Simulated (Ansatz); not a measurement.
Group exchange: C4H3F5 + CH4S2Sn → C3HF5 + C2H6S2Sn

Species: C4H3F5 `C/C(F)=C(\F)C(F)(F)F`, singlet; CH4S2Sn `C[S][Sn][SH]`, singlet; C3HF5 `F/C=C(\F)C(F)(F)F`, singlet; C2H6S2Sn `C[S][Sn][S]C`, singlet. The partners trade CH3 for H: C–CH3 and S–H bonds give way to C–H and S–CH3.

Shapes, held fixed at every level: PBE0-D4/def2-TZVP. Flexible molecules stand in one conformer, not always the lowest. Programs: Ansatz 0.2.0. The zero-point and thermal change to 298 K, harmonic and unscaled (PBE0-D4/def2-TZVP), is +6.8 kJ/mol.

Task: Estimate ΔH(298 K) of this reaction.

Result: The highest level, CCSD(T)/def2-TZVPP, gives ΔH(298 K) = +54.8 kJ/mol; the levels span +52.3 to +75.0. The column of differences is taken from that level and isn't an error. No measured value is set beside it here. For atoms past krypton def2 sets carry core potentials with scalar relativity. Outer-core shells of Sn are correlated in most correlated rows, in sets that cover them unevenly.

```json
{"level": "HF/def2-SVP", "kind": "Hartree–Fock", "ΔH(298 K) (kJ/mol)": "+75.0", "less CCSD(T)/def2-TZVPP": "+20.2"}
{"level": "HF/def2-TZVPP", "kind": "Hartree–Fock", "ΔH(298 K) (kJ/mol)": "+60.9", "less CCSD(T)/def2-TZVPP": "+6.1"}
{"level": "PBE-D4/def2-TZVPP", "kind": "GGA", "ΔH(298 K) (kJ/mol)": "+52.3", "less CCSD(T)/def2-TZVPP": "-2.5"}
{"level": "r2SCAN-D4/def2-TZVPP", "kind": "meta-GGA", "ΔH(298 K) (kJ/mol)": "+57.4", "less CCSD(T)/def2-TZVPP": "+2.6"}
{"level": "PBE0-D4/def2-TZVPP", "kind": "global hybrid", "ΔH(298 K) (kJ/mol)": "+54.9", "less CCSD(T)/def2-TZVPP": "+0.1"}
{"level": "B2PLYP/def2-TZVPP", "kind": "double hybrid", "ΔH(298 K) (kJ/mol)": "+56.0", "less CCSD(T)/def2-TZVPP": "+1.2"}
{"level": "MP2/def2-SVP", "kind": "perturbation theory", "ΔH(298 K) (kJ/mol)": "+69.1", "less CCSD(T)/def2-TZVPP": "+14.3"}
{"level": "CCSD(T)/def2-TZVPP", "kind": "coupled cluster or CI", "ΔH(298 K) (kJ/mol)": "+54.8", "less CCSD(T)/def2-TZVPP": "0.0"}
```

The exchange is clearly endothermic at every level, with +54.8 kJ/mol from coupled cluster as the best estimate here. Methyl gives up a strong bond to an sp² carbon, where hyperconjugation with the electron-poor fluoroalkene also helps, for a weaker C–S bond. Replacing S–H with a stronger C–H bond recovers only part of that cost. Tin stays divalent and bound to two sulfurs, so it is largely a spectator.

The basis set matters more than the treatment of correlation: Hartree–Fock falls from +75.0 to +60.9 kJ/mol on going to the larger set, and MP2 in the small set remains high at +69.1. This suggests that the small set describes the polarised C–F and sulfur bonds unevenly on the two sides.

The reaction is also not a pure group swap. The two vinylic fluorines are trans in the reactant alkene but cis in the product, so the enthalpy includes a configurational change and can't be read as the methyl–hydrogen exchange preference alone.
